# Quadrupole mass filter: stability apex and resolution

A residual gas analyser (RGA) passes one band of mass-to-charge ratio, and the width of that band is set by the ratio $U/V$ of the DC and RF voltages on the rods. This page derives the tip (apex) of the first stability region and the resolving power near it, and applies both to separating H$_2$O$^+$ (18 u) from its fragment OH$^+$ (17 u), the pair that signals water in the base vacuum of a deposition chamber.

## 1. Premises and conventions

1. The four electrodes are long hyperbolic cylinders $x^2-y^2=\pm r_0^2$, where $r_0$ is the distance from the axis to an electrode. End effects are ignored.
2. The pair on the $x$ axis is held at $+(U-V\cos\omega t)$ and the pair on the $y$ axis at $-(U-V\cos\omega t)$, both against the axis potential. $V$ is a zero-to-peak amplitude, $\omega=2\pi f$ and $U\ge 0$.
3. The field is quasi-static, with no space charge and no collisions.
4. The ion has mass $m$ and charge $+e$. For charge $ze$, replace $m$ by $m/z$.
5. An ion counts as transmitted if its transverse motion is bounded for all time. Section 7 estimates what a finite length changes.

One theorem is used without proof, the oscillation theorem for Hill's equation, quoted in Section 3.

## 2. Equations of motion

The potential
$$\Phi=(U-V\cos\omega t)\,\frac{x^2-y^2}{r_0^2}$$
satisfies Laplace's equation, since $\partial_x^2\Phi+\partial_y^2\Phi=0$, and takes the values of premise 2 on the electrodes. It has no $z$ dependence, so the axial speed is constant. Newton's law $m\ddot x=-e\,\partial_x\Phi$, and likewise for $y$, gives
$$\ddot x=-\frac{2e}{mr_0^2}(U-V\cos\omega t)\,x,\qquad \ddot y=+\frac{2e}{mr_0^2}(U-V\cos\omega t)\,y .$$
Set $\xi=\omega t/2$, so that $d^2/d\xi^2=(4/\omega^2)\,d^2/dt^2$ and one RF cycle advances $\xi$ by $\pi$. With primes for $d/d\xi$,
$$x''+(a-2q\cos2\xi)\,x=0,\qquad y''-(a-2q\cos2\xi)\,y=0,$$
$$a=\frac{8eU}{mr_0^2\omega^2},\qquad q=\frac{4eV}{mr_0^2\omega^2}.$$
If a supply quotes the voltage between the two pairs, which is twice the value used here, the factors 8 and 4 become 4 and 2.

Both equations have the Mathieu form $u''+(\alpha-2Q\cos2\xi)u=0$, with $(\alpha,Q)=(a,q)$ for $x$ and $(-a,-q)$ for $y$. The shift $\xi\to\xi+\pi/2$ reverses the sign of $\cos 2\xi$, so boundedness depends on $|Q|$ only, and we use $Q=q>0$ for both directions.

The ratio $a/q=2U/V$ contains no mass. With $\lambda=U/V$, all ions lie on the scan line $a=2\lambda q$, at positions $q\propto V/m$.

## 3. Which curves bound the stable region

The coefficient has period $\pi$. Let $M$ be the $2\times2$ matrix that carries $(u,u')$ over one period. The Wronskian is constant because the equation has no $u'$ term, so $\det M=1$ and the eigenvalues are $e^{\pm i\pi\beta}$ with $2\cos\pi\beta=\operatorname{tr}M$. All solutions are bounded when $|\operatorname{tr}M|<2$, and one grows exponentially when $|\operatorname{tr}M|>2$. On a border the eigenvalue is $+1$ (a solution of period $\pi$, $\beta=0$) or $-1$ (a solution that changes sign after $\pi$, $\beta=1$).

The oscillation theorem states that at fixed $q$ the lowest stable band in $\alpha$ runs from the lowest periodic eigenvalue of $-d^2/d\xi^2+2q\cos2\xi$, whose eigenfunction has no node, to the lowest antiperiodic eigenvalue. The operator is even in $\xi$, so eigenfunctions can be taken as cosine or sine series.

**Lower border, $\beta=0$.** An odd function has a node at $\xi=0$, so the nodeless solution is $u=\sum_{r\ge0}A_{r}\cos2r\xi$. Using $2\cos2\xi\cos2r\xi=\cos(2r+2)\xi+\cos(2r-2)\xi$ and collecting harmonics,
$$\alpha A_0=qA_1,\quad(\alpha-4)A_1=q(2A_0+A_2),\quad(\alpha-4r^2)A_r=q(A_{r-1}+A_{r+1})\ \ (r\ge2).$$
A convergent series needs $A_{r+1}/A_r\to0$. Dividing the general relation by $A_r$ gives $A_r/A_{r-1}=q/(\alpha-4r^2-qA_{r+1}/A_r)$, which nests into a continued fraction. For $r=1$ the numerator is $2q$. Put the result into the first relation and write the eigenvalue as $\alpha=-a_y$:
$$a_y=G_y(a_y,q),\qquad G_y(a,q)=\cfrac{2q^2}{4+a-\cfrac{q^2}{16+a-\cfrac{q^2}{36+a-\cdots}}}$$

**Upper border, $\beta=1$.** The candidates are series in $\sin(2r+1)\xi$ and in $\cos(2r+1)\xi$. Since $2\cos2\xi\sin\xi=\sin3\xi-\sin\xi$ and $2\cos2\xi\cos\xi=\cos3\xi+\cos\xi$, both lead to a symmetric tridiagonal matrix with off-diagonal elements $q$ and diagonal $1\mp q,\,9,\,25,\dots$ (upper sign for sines). The cosine matrix exceeds the sine matrix by $2q$ in one diagonal element, so by the variational principle the sine family holds the lowest eigenvalue for $q>0$. Its relations are
$$(\alpha-1+q)B_0=qB_1,\qquad[\alpha-(2r+1)^2]B_r=q(B_{r-1}+B_{r+1}),$$
and the same nesting gives, for the eigenvalue $\alpha=a_x$,
$$a_x=G_x(a_x,q),\qquad G_x(a,q)=1-q-\cfrac{q^2}{9-a-\cfrac{q^2}{25-a-\cfrac{q^2}{49-a-\cdots}}}$$

**Both directions together.** The first band is $-a_y<\alpha<a_x$. The $x$ motion needs $-a_y<a<a_x$ and the $y$ motion needs $-a_y<-a<a_x$. For $q>0$, $a_y$ is positive (the constant trial function has expectation value zero and is not an eigenfunction), so the lower $x$ condition holds for any $a\ge0$. The upper $y$ condition follows from $a_x>a\ge0$. What remains is
$$0\le a<\min\,[a_y(q),\,a_x(q)] .$$
The rising curve $a_y$ is where DC defocusing in $y$ overcomes RF focusing. The falling curve $a_x$ is where the $x$ motion enters parametric resonance at half the RF frequency.

## 4. Series and the apex

Iterating the fixed-point equations gives power series. For $a_y$, start with $a=q^2/2$. The first denominator is then $4+q^2/2-q^2/16=4+7q^2/16$, and $2q^2/(4+7q^2/16)=q^2/2-7q^4/128+\dots$ At the next order $q^2/(16+q^2/2-q^2/36)=q^2/16-17q^4/9216$, the first denominator becomes $4+7q^2/16-487q^4/9216$, and expanding its reciprocal yields
$$a_y=\frac{q^2}{2}-\frac{7q^4}{128}+\frac{29q^6}{2304}-\dots$$
For $a_x$, insert $a=1-q-q^2/8$. The first denominator is $8+q+q^2/8-q^2/24=8+q+q^2/12$, whose reciprocal is $\tfrac18(1-q/8-q^2/96+q^2/64)$, so
$$a_x=1-q-\frac{q^2}{8}+\frac{q^3}{64}-\frac{q^4}{1536}+\dots$$

The apex is the point where $a_y=a_x$. The short series are too coarse for it. Cut after $q^4$ in $a_y$ and $q^3$ in $a_x$, they cross at $q=0.7069$, $a=0.2362$, $\lambda=0.1671$. The continued fractions converge much faster: cutting them after the levels 36 and 49 moves $a$ by less than $10^{-9}$ here. Solving $a=G_y(a,q)$ and $a=G_x(a,q)$ together by Newton iteration gives
$$q_*=0.705996,\qquad a_*=0.236994,\qquad \lambda_*=\frac{a_*}{2q_*}=0.167844 ,$$
that is $q_*\approx0.706$, $a_*\approx0.237$. For $U/V>\lambda_*$ the scan line misses the first region and no mass passes through it. Higher regions, where a motion lies in a higher stable band, can still transmit. At $q=3$, for example, the lowest eigenvalue of the matrix problem of Section 7 runs from $-2.834$ to $-2.785$ and the second from $3.277$ to $2.519$ as real $\beta$ goes from 0 to 1. With $a=2.8$ the $y$ motion ($\alpha=-a$) is then in the first band and the $x$ motion ($\alpha=a$) in the second, so ions at $q=3$ are bounded at $U/V=0.47$. The rest of this page concerns the first region only.

## 5. Resolution from linearisation

For $\lambda<\lambda_*$ the scan line enters the region at $q_1$, where $2\lambda q_1=a_y(q_1)$, and leaves at $q_2$, where $2\lambda q_2=a_x(q_2)$.

**Definition.** At fixed $V$ the masses between $m\propto1/q_2$ and $m\propto1/q_1$ pass. With $m$ the midpoint of this band and $\Delta m$ its full width,
$$R=\frac{m}{\Delta m}=\frac{\tfrac12(1/q_1+1/q_2)}{1/q_1-1/q_2}=\frac{q_1+q_2}{2(q_2-q_1)} .$$
A sweep of $V$ at fixed $\lambda$ shows one mass between $V\propto q_1$ and $V\propto q_2$, and midpoint over width gives the same expression. $R$ refers to the full base width of the ideal peak, not to a width at half or 10 % height.

**Slopes.** Differentiating $a=G(a,q)$ along a border gives $da/dq=G_q/(1-G_a)$, subscripts denoting partial derivatives. At the apex
$$s_y=0.64015,\qquad s_x=-1.15434,\qquad k_*=2\lambda_*=0.33569 .$$
A second differentiation gives the curvatures $\kappa_y=0.7467$ and $\kappa_x=-0.189$.

**Crossings.** Let $\delta=\lambda_*-\lambda$, $\epsilon=2\delta$, $q_1=q_*-x_1$ and $q_2=q_*+x_2$. Expanding each border to second order,
$$(k_*-\epsilon)(q_*-x_1)=a_*-s_yx_1+\tfrac12\kappa_yx_1^2,\qquad(k_*-\epsilon)(q_*+x_2)=a_*+s_xx_2+\tfrac12\kappa_xx_2^2 .$$
Since $k_*q_*=a_*$, the constant terms cancel. With $A=s_y-k_*=0.30446$ and $B=k_*-s_x=1.49003$,
$$(A+\epsilon)x_1=\epsilon q_*+\tfrac12\kappa_yx_1^2,\qquad(B-\epsilon)x_2=\epsilon q_*+\tfrac12\kappa_xx_2^2 .$$

**First order.** Dropping terms of order $\epsilon^2$ gives $x_1=\epsilon q_*/A$ and $x_2=\epsilon q_*/B$. The midpoint is $q_*$ at this order, so with $S=1/A+1/B=3.2845+0.6711=3.9556$,
$$\boxed{\frac{m}{\Delta m}\simeq\frac{1}{2S\delta}=\frac{0.1264}{0.16784-U/V}}$$
In terms of the height $a_\lambda=2\lambda q_*$ of the scan line under the apex, $a_*-a_\lambda=2q_*\delta$, and the result reads $R\simeq0.178/(a_*-a_\lambda)$. The band is lopsided: a fraction $1/(AS)$, 83 %, lies below $q_*$, because the scan line meets $a_y$ at a shallow angle.

**Second order.** One iteration of the two quadratic equations gives
$$x_1=\frac{\epsilon q_*}{A}\Big[1-\frac{\epsilon}{A}+\frac{\kappa_y\epsilon q_*}{2A^2}\Big],\qquad x_2=\frac{\epsilon q_*}{B}\Big[1+\frac{\epsilon}{B}+\frac{\kappa_x\epsilon q_*}{2B^2}\Big].$$
Hence $x_1+x_2=\epsilon q_*(S+\epsilon T)$ with
$$T=\frac1{B^2}-\frac1{A^2}+\frac{q_*}{2}\Big(\frac{\kappa_y}{A^3}+\frac{\kappa_x}{B^3}\Big)=-1.02 .$$
The midpoint is $q_*+(x_2-x_1)/2$. Dividing it by the width and expanding in $\epsilon$,
$$R=\frac{1}{\epsilon S}-\frac{T}{S^2}+\frac{1/B-1/A}{2S}+O(\delta)=\frac{0.1264}{\delta}+0.065-0.330=\frac{0.1264}{\delta}-0.265 .$$
The linear formula thus overstates $R$ by a constant, most of it from the shift of the band centre below the apex.

**Constant peak width.** At fixed $\lambda$, $\Delta m$ grows in proportion to $m$. For a fixed $\Delta m$ one needs $\delta=0.1264\,\Delta m/m$. Write $V=Kmq$, with $m$ in u and $K=m_{\rm u}r_0^2\omega^2/(4e)$ in volts per u, where $m_{\rm u}$ is the atomic mass constant. To leading order $q=q_*$, so $U=\lambda_*V-U_0$ with a mass-independent offset $U_0=0.1264\,Kq_*\Delta m$.

## 6. Numerical illustration: 18 u against 17 u

The inputs are illustrative values of a size typical for a small RGA head: $r_0=3.0$ mm, $f=2.0$ MHz, rod length $L=10$ cm, axial energy 5 eV. Nominal masses 18 u and 17 u are used, which differ from the ion masses by less than 0.1 %. Then $K=3.6825$ V/u and $U_0=0.33$ V for $\Delta m=1$ u.

In a sweep at fixed $\lambda$ the two peaks do not overlap if $17q_2\le18q_1$, that is $q_2/q_1\le1.0588$, or $R\ge(18+17)/2=17.5$. Unit base width at 18 u means $R=18$. The linear formula then gives $\delta=0.1264/18=0.00702$ and $U/V=0.16082$.

At $\lambda=0.16082$, the continued fractions with $a=2\lambda q$ inserted give $q_1=0.67362$ and $q_2=0.71271$. The midpoint is 0.69317, the width 0.03909, the ratio $q_2/q_1=1.0580$ and $R=17.7$. The second-order formula also gives 17.7, and the linear one is 1.5 % high. The base width is 1.015 u. The peak edges $V=Kmq_{1,2}$ are:

| ion | lower edge (V) | upper edge (V) |
|---|---|---|
| OH$^+$, 17 u | 42.17 | 44.62 |
| H$_2$O$^+$, 18 u | 44.65 | 47.24 |

The water peak is 2.59 V wide and centred at $V=45.95$ V, $U=7.39$ V, or 2.55 V per u. There OH$^+$ has $q=0.734>q_2$ and is lost in $x$. The ideal peaks are separated by only 0.03 V. Inverting the second-order formula, $R=18$ needs $U/V=0.16092$ and the peaks touch at $U/V=0.16073$. Since $dR/R\simeq(\lambda/\delta)\,d\lambda/\lambda$ with $\lambda/\delta=23$, a relative drift of $U/V$ is magnified 23 times in $R$. The short-series value of $\lambda_*$ from Section 4 would have shifted $\delta$ by 11 %.

For CF$_3^+$ at 69 u, a fragment of the etch gas CF$_4$, unit base width needs $U/V=0.16602$ with the peak centre at $V=179$ V.

## 7. Finite length

An unstable ion close to a border grows slowly and may still leave the rods. To size this, write $u=e^{i\beta\xi}\sum_nc_ne^{2in\xi}$, which gives $[\alpha-(2n+\beta)^2]c_n=q(c_{n-1}+c_{n+1})$. The lowest eigenvalue $\alpha(\beta)$ of this matrix problem is smooth and, by relabelling $n$, symmetric about $\beta=0$ and about $\beta=1$. Near the borders, therefore, $\alpha=-a_y+\beta^2/g_y$ and $\alpha=a_x-(1-\beta)^2/g_x$. Diagonalisation gives $g_y=1.23$ at $q_1$ and $g_x=0.52$ at $q_2$. Outside the band $\beta$ or $1-\beta$ becomes imaginary with modulus $\mu$, the amplitude grows as $e^{\mu\xi}$, and $\mu^2=g_y(a-a_y)$ or $g_x(a-a_x)$. Along the scan line these distances grow at the rates $a_y'(q_1)-2\lambda=0.294$ and $2\lambda-a_x'(q_2)=1.477$, so
$$\mu^2\simeq0.36\,(q_1-q),\qquad\mu^2\simeq0.77\,(q-q_2).$$
The number of RF cycles is $N=fL/v_z$ with $v_z=\sqrt{2E_z/m}$: 27.3 for 18 u and 26.5 for 17 u. Assume that growth by a factor of 10 removes an ion, so $\pi\mu N=\ln10$ and $\mu=0.027$ and 0.028. The water peak then tails about 0.1 V below its lower edge and the OH$^+$ peak about 0.06 V above its upper edge. The estimate is good to one figure at best, because growth close to a border is not yet purely exponential. The sum, 0.2 V, is under a tenth of the peak width but several times the 0.03 V gap. The linear formula thus fixes the width, while the depth of the valley between 17 and 18 is decided by the tails. The tails scale as $m/N^2$ in mass units, and $N^2\propto m$ at fixed energy, so their size in u is nearly the same at 69 u.

## 8. Range of validity

- **Linearisation.** The relative excess of the linear formula is about $0.265/R$, below 3 % for $R>10$.
- **Digits of $\lambda_*$.** Using 0.1678 in place of 0.167844 changes $\delta$ by 0.6 % at $R=18$ but by 35 % at $R=1000$.
- **Number of cycles.** A typical rule of thumb limits $R$ to $N^2/h$ with $h$ of about 10 to 20, which is 37 to 75 for water here. Raising $U/V$ towards that limit costs transmission and gains little resolution.
- **Acceptance.** Bounded motion can still exceed $r_0$. Amplitudes for given entrance conditions rise towards the borders, so transmission falls inside the band edges.
- **Field shape.** Round rods, misalignment and fringe fields add terms beyond $x^2-y^2$ that couple $x$ and $y$. They shift and distort the tip and matter more as $R$ grows.
- **Pressure.** With a typical collision cross-section $\sigma$ of 0.5 nm$^2$, the free path $k_BT/(\sigma p)$ of a fast ion at 300 K and $10^{-5}$ mbar is 8 m, so about 1 % of ions collide over 10 cm. The fraction rises in proportion to pressure, and process pressures need differential pumping.
- **Quasi-static field.** The wavelength $c/f=150$ m far exceeds $L$.
- **Identity.** The filter selects $m/z$ only and cannot tell apart ions that fall within one band.

All voltages and widths in Sections 6 and 7 are the model's, resting on the illustrative $r_0$, $f$, $L$ and ion energy. As typical knowledge, RGA heads are specified at widths of about 0.5 to 1 u at 10 % of peak height, the same scale as the model's 1.015 u base width. A real peak is rounded, typically narrower at half height than the stability band by some tens of per cent, and has tails that the ideal band lacks. The model's $U/V=0.16082$ and $V=45.95$ V are therefore a starting point for tuning on the 17/18 valley.